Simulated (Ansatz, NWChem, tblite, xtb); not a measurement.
**A ladder of methods for C3H5F3 (SMILES CC(F)C(F)F)**

C3H5F3: 11 atoms, total charge 0, spin state singlet. SMILES: `CC(F)C(F)F`. Geometry: relaxed at PBE0-D4/def2-TZVP. This is one conformer, not always the lowest.

```
atom    x (Å)    y (Å)    z (Å)
   C  -0.1014   1.1657  -0.5320
   C   0.1217  -0.3213  -0.5083
   F   1.3964  -0.6192  -0.9578
   C  -0.0108  -0.9366   0.8725
   F  -1.3081  -0.8620   1.2638
   F   0.7316  -0.2620   1.7791
   H   0.6263   1.6707   0.1034
   H  -0.0020   1.5363  -1.5526
   H  -1.1053   1.3981  -0.1724
   H  -0.5862  -0.8419  -1.1626
   H   0.3033  -1.9849   0.8874
```

Each level gives the dipole moment (D). The values are calculated.

```tsv
level	kind	program	value (D)	CPU time
GFN2-xTB	semi-empirical	tblite	1.95	under 2 s
GFN0-xTB	semi-empirical	xtb	1.92	under 2 s
GFN1-xTB	semi-empirical	xtb	1.93	under 2 s
IPEA1-xTB	semi-empirical	tblite	2.36	under 2 s
HF/STO-3G	Hartree–Fock	Ansatz	1.02	1.9 s
HF/3-21G	Hartree–Fock	Ansatz	1.74	2.7 s
HF/def2-SVP	Hartree–Fock	Ansatz	1.69	9.5 s
PBE/STO-3G	GGA	Ansatz	0.65	5.7 s
B3LYP/6-31G* (spherical functions)	global hybrid	Ansatz	1.28	16 s
B3LYP/6-31G* (Cartesian functions)	global hybrid	NWChem	1.28	24 s
```

The values span 0.65 to 2.36 D. Magnitudes only: a small dipole may point the other way at some levels. Sets without polarisation functions give poor dipoles. Times are those of the runs behind each value, whatever else they computed, on shared processors of several kinds: orders of magnitude only.

The dipole is set largely by how the C–F bond moments add. In this geometry, the fluorine on the central carbon lies nearly antiparallel to one fluorine of the CHF2 group, so those two contributions largely cancel and the remaining C–F bond dominates the resultant.

The minimal basis gives the smallest values, 1.02 D with Hartree–Fock and 0.65 D with PBE, because it leaves the valence shell of fluorine too little freedom to expand as it draws charge from carbon. Splitting the valence shell raises the Hartree–Fock value to 1.74 D. The lower PBE value in the same minimal basis fits the usual tendency of Hartree–Fock to exaggerate bond polarity. The drop to 1.28 D with B3LYP/6-31G* probably has the same origin, though the basis changes too.

The close agreement of the three GFN methods reflects related parametrisations rather than independent confirmation, and IPEA1-xTB departs from them. None of the ab initio or density-functional levels includes diffuse functions, so a converged dipole is not established.
